**Q:** I have calculated the pressure of boron arsenide in one fixed cell with five k meshes. The coarsest mesh gives the pressure nearest to zero, which looks sensible for a crystal near its equilibrium volume. May I keep that one?

Ansatz 0.2.0, LDA with the program's default frozen-core PAW datasets, scalar-relativistic and without spin polarisation, for BAs (F-43m, 2 atoms per cell) in one fixed cell. The plane-wave cutoff is 420 eV and the Fermi-Dirac smearing width 0.01 eV. Pressure is positive in compression.

| k mesh | pressure (GPa) |
| --- | --- |
| 3x3x3 | -5.142 |
| 6x6x6 | -7.173 |
| 8x8x8 | -7.197 |
| 11x11x11 | -7.193 |
| 15x15x15 | -7.192 |

**A:** No, that is the row that fails. The k mesh states into how many parts each edge of the reciprocal cell is divided, and a physical result must not depend on it. Going from 3x3x3 to 6x6x6 shifts the pressure by 2.03 GPa, while the next refinement shifts it by only 0.024 GPa. Measured against 15x15x15, the coarsest mesh is wrong by more than a quarter of the pressure.

**Q:** Would the 3x3x3 run alone have warned me?

**A:** No. Its forces vanish by symmetry in this crystal, whatever the mesh, and its record says "converged" with an empty list of warnings. That only means that the electron density settled on the mesh it was given, not that the mesh is fine enough. The notes that come with the data do call 3x3x3 coarse, but that warning rests on tests on other systems, not on these runs, and it doesn't tell how large the error is here. That takes a second, finer mesh. A pressure that looks plausible is no substitute for that comparison.

**Q:** Why should the choice of k points matter so much?

**A:** Start from the limit of atoms that don't interact. Their bands are flat, and a single k point gives the exact average. In the opposite limit, strongly dispersing bands sampled only at the zone centre Γ, the upper three valence bands would be counted at their very top, and the energy would come out too high. The 3x3x3 mesh lies in between: its point at Γ stands for 1/27 of the zone, although the upper bands already drop below their top within that region, and the few other points don't fully make up for it.

The band energies of the same calculations show this bias. Measured from the band top, the electrons in the upper three valence bands lie 0.50 eV per cell higher with 3x3x3 than with 15x15x15. The lowest valence band shifts the other way by only 0.08 eV, and hardly any of that is sampling: measured from its own bottom at Γ, its average is almost the same on both meshes. What moves is the spacing between the bands, because the electron density differs. Sums of band energies are not total energies, but the total energy also comes out too high with 3x3x3, by 0.63 eV per cell.

**Q:** Then why is the error almost gone at 6x6x6? I have only halved the spacing.

**A:** Think of the energy of the filled bands as a sum of waves in k, one for each lattice vector. The exact average removes every wave except the constant. With $N$ divisions, however, a wave belonging to a vector $N$ lattice steps long has the same value at every mesh point, so the mesh mistakes it for a constant. The error is therefore set by how strongly the electrons connect cells $N$ steps apart, and in an insulator that connection dies off exponentially.

The energies bear this out roughly. An exponential fitted to the energy errors of the four coarser meshes, taken relative to 15x15x15, falls by a factor of about 2.8 per added division. Predicting each of these rows from the other three typically misses by a factor of 1.6, so this is a guide and not a precise law. A fixed power of $N$ does worse: the apparent power rises from about 5 between the two coarsest meshes to about 9 between 8x8x8 and 11x11x11.

**Q:** What does this mean for a larger cell, or for a metal?

**A:** What counts is the distance spanned by $N$ cells. If you double the cell along each edge, half as many divisions do the same job. If the gap closes, the filled states end abruptly at a Fermi surface, the fast decay is lost, and you need a denser mesh.

**Q:** Can I get from the energy error to those 2 GPa?

**A:** Yes, with one assumption. Let $\delta E$ be the energy error per cell and $V$ the cell volume. Suppose $\delta E$ scales like the coupling between neighbouring atoms, which in simple bonding theory goes as the inverse square of the bond length, hence as $V^{-2/3}$. Pressure is minus the slope of energy against volume, so the pressure error is

$$\delta p = -\frac{d\,\delta E}{dV} = \frac{2}{3}\,\frac{\delta E}{V}.$$

For 3x3x3, $\delta E$ is 0.633 eV and $V = 2 \times 13.99$ Å³. This gives 0.015 eV/Å³, or about 2.4 GPa, since 1 eV/Å³ is about 160 GPa. The calculation has 2.05 GPa. No pressure was used to set this estimate, and it agrees within a fifth, but in a single row that may be partly luck.

**Q:** Does it work for the finer meshes too?

**A:** No. At 6x6x6 it gives 0.07 GPa where the calculation has 0.02, and at 8x8x8 even the sign is wrong: the pressure there overshoots slightly. The estimate lets the size of the error change with volume but keeps its decay rate fixed. If stretching the crystal slows the decay, this adds a term of opposite sign that shrinks more slowly with $N$ than the rest, and the pressure error can pass through zero while the energy error still shrinks. The runs fit this reading: per eV of energy error, the pressure error falls steadily from 3.2 GPa at 3x3x3 to −1.9 GPa at 8x8x8. Proof would need the same meshes at a second volume.

**Q:** My band gap was 1.19 eV with 3x3x3 and 1.15 eV with 15x15x15. Doesn't that speak for the coarse mesh?

**A:** No, the small difference is misleading, because two errors partly cancel in the coarse gap. The lowest conduction state lies about four fifths of the way from Γ to the zone boundary point X, and the nearest point of both 3x3x3 and 6x6x6 is at two thirds. At 6x6x6, where the density is nearly converged, missing the minimum makes the gap 0.09 eV too large. With 3x3x3 the poor electron density lowers the gap at the same k points by 0.05 eV, which hides more than half of that.

The gap also settles by a different rule. Pressure is an average over the zone, whereas a gap read off the mesh depends on whether a point happens to fall near the minimum. That is why 11x11x11 gives a slightly larger gap than 8x8x8 although its density is better. The analysis printed below includes a parabola through the gaps of the four finer meshes; it has three constants for four values, so it illustrates the idea more than it tests it.

**Q:** So with a fine mesh, is −7.19 GPa the true pressure?

**A:** It is the converged answer of this setup, which is a weaker statement. The negative sign means that the cell is larger than this setup prefers and would contract if released. The known preference of LDA for short bonds pulls in that direction, but the pressure alone doesn't tell how much is due to LDA and how much to the chosen cell. The atomic datasets were made for another functional, PBE, and that may shift the value by an amount these runs don't reveal. A finer mesh removes neither of these errors.

Numerical output:

```
Mesh errors against 15x15x15:
       row  step in pressure GPa  pressure error GPa  estimated pressure error GPa  energy error meV per cell  gap on mesh eV
     3x3x3                   n/a                2.05                         2.415                      632.6           1.191
     6x6x6                -2.031               0.019                       0.07317                      19.17           1.246
     8x8x8                -0.024              -0.005                      0.009886                       2.59           1.165
  11x11x11                 0.004              -0.001                     0.0006107                       0.16           1.181
  15x15x15                 0.001                   0                             0                          0           1.152
fit of lnE on 4 rows (N < 15): constant 2.456 +/- 0.33, coefficient of N -1.033 +/- 0.044; rms 0.18, worst 6x6x6 0.21, leave-one-out rms 0.485
  rows outside the fit (model, value, miss): 15x15x15 -13.04, 0, -13
Factor by which the energy error falls per mesh division: 2.81
Decay length of the energy error in angstrom: 3.298
Extrapolated energy error left at 15x15x15 in meV per cell: 0.002164
Local power of N from 3x3x3 to 6x6x6: 5.044
Local power of N from 8x8x8 to 11x11x11: 8.743
Pressure error of 3x3x3 in percent of the 15x15x15 pressure: 28.5
Upper three valence bands, summed energy from the band top, 3x3x3 less 15x15x15 in eV: 0.498
Lowest valence band, same difference in eV: -0.07592
fit of gap on 4 rows (N > 3): constant 1.152 +/- 0.00063, coefficient of (q - s)**2 20.82 +/- 0.26, s 0.4005; rms 0.000457, worst 11x11x11 -0.000656, leave-one-out rms 0.00551
  rows outside the fit (model, value, miss): 3x3x3 1.246, 1.191, 0.0546
Conduction minimum as fraction of the way from Gamma to X: 0.801
Gap of 3x3x3 less 6x6x6 in eV: -0.05451
Gap of 6x6x6 less 15x15x15 in eV: 0.09374
Gap of 3x3x3 less 15x15x15 in eV: 0.03922
```
